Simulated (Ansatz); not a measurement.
# Ag: pressure against volume scale

All results are calculated (Ansatz 0.2.0). Periodic Kohn-Sham DFT of a crystal at fixed atoms, scaled to volume_scale times the given cell; pressure positive in compression, energy less spherical unpolarised free atoms, largest_vzz the field gradient of largest size among the nuclei.

The cell before it is scaled or strained (space group Fm-3m, No. 225):
```
CELL_PARAMETERS angstrom
0.00000 2.04310 2.04310
2.04310 0.00000 2.04310
2.04310 2.04310 0.00000
ATOMIC_POSITIONS crystal
Ag 0.00000 0.00000 0.00000
```

Settings of every row: method all-electron PAW; functional PBEsol; relativity scalar; k mesh 15x15x15; filling fermi-dirac; smearing width 0.03 eV; nucleus gaussian.

Atom start moment: 0 on all atoms.

| row | volume scale | V (Å³/atom) | pressure (GPa) |
| --- | --- | --- | --- |
| 1 | 0.94 | 16.033 | 4.856 |
| 2 | 0.96 | 16.375 | 1.962 |
| 3 | 0.98 | 16.716 | -0.568 |
| 4 | 0.99 | 16.886 | -1.711 |
| 5 | 1 | 17.057 | ? |
| 6 | 1.01 | 17.227 | -3.775 |
| 7 | 1.02 | 17.398 | -4.705 |
| 8 | 1.04 | 17.739 | -6.377 |
| 9 | 1.06 | 18.08 | -7.817 |

Question: what pressure should row 5 give?

Worked fit of pressure. Take u = (V_r/V)^(2/3) − 1 with V_r = 17.056 Å³ an atom, which is twice the finite (Eulerian) strain; such expansions in the strain, on which the Birch-Murnaghan equation of state is built, carry the rest volume and the bulk modulus. The shown rows have u = 0.0421, 0.02754, 0.01351, 0.0067, -0.00663, -0.01315, -0.02584, -0.03812. Least squares give pressure = −2.774 + 154.879 × u + 608.58 × u² + 418 × u³ GPa; a parabola predicts inner rows, each left out in turn, worse (root mean square 0.007 against 0.0019 GPa). The rows lie off it by 0.000, 0.000, 0.001, -0.002, -0.001, 0.001, 0.000, 0.000. The pressure vanishes at u = 0.0168, or V = 16.64 Å³ an atom, and there the bulk modulus at fixed shape and fractions is B = −V dP/dV = (2/3)(1 + u) dP/du = 119 GPa. The withheld row has u = -4e-05, so the fit gives −2.774 + 154.879 × (-4e-05) + 608.58 × (-4e-05)² + 418 × (-4e-05)³ = -2.780 GPa.

The calculation gave -2.779 GPa. The fit lies 0.001 GPa (0.0079 % of the column's range) below it, one unit of the last digit.
